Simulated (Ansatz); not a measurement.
## A series in volume scale on Ta

Free energy against uniform scaling of the volume at fixed shape and fractions; periodic cell, basis, potentials, k mesh and filling as listed. The results are calculated, by Ansatz 0.2.0.

The cell before it is scaled or strained (space group Fm-3m, No. 225):
```
cell vectors (Å)
   0.0000     2.1100     2.1100
   2.1100     0.0000     2.1100
   2.1100     2.1100     0.0000
atoms (fractions of the cell vectors)
Ta  0.00000  0.00000  0.00000
```

Settings of every row: functional LDA; dispersion none; potentials all-electron LAPW; k mesh 12x12x12; k shift 0x0x0; occupations methfessel paxton; smearing width 0.05 eV; spin none.

Limits: coarse k mesh, up to 40 meV an atom off; no spin-orbit coupling, which can matter with elements this heavy.

```csv
row,volume scale,V (Å³/atom),energy above lowest point (meV/atom)
1,0.94,17.661,0
2,0.97,18.224,6.3
3,1,18.788,?
4,1.03,19.351,81
5,1.06,19.915,142.8
```

Question: what energy above lowest point should row 3 give?

Worked fit of energy above lowest point. Take u = (V_r/V)^(2/3) − 1 with V_r = 18.788 Å³ an atom, which is twice the finite (Eulerian) strain; such expansions in the strain, on which the Birch-Murnaghan equation of state is built, carry the rest volume and the bulk modulus. The shown rows have u = 0.0421, 0.02053, -0.01949, -0.03809. Least squares give energy above lowest point = 34.51 − 1884.2 × u + 25240 × u² meV/atom; a straight line predicts inner rows, each left out in turn, worse (root mean square 23 against 0.44 meV/atom). The rows lie off it by 0.1, -0.2, 0.2, -0.1. Its lowest point lies at u = 0.0373, or V = 17.78 Å³ an atom, and the curvature there gives the bulk modulus at fixed shape and fractions, B = (4/9)(1 + u)² E″(u)/V = 218 GPa. The withheld row has u = 0, so the fit gives 34.51 − 1884.2 × (0) + 25240 × (0)² = 34.5 meV/atom.

The calculation gave 34.5 meV/atom. The fit meets it to the printed digit.
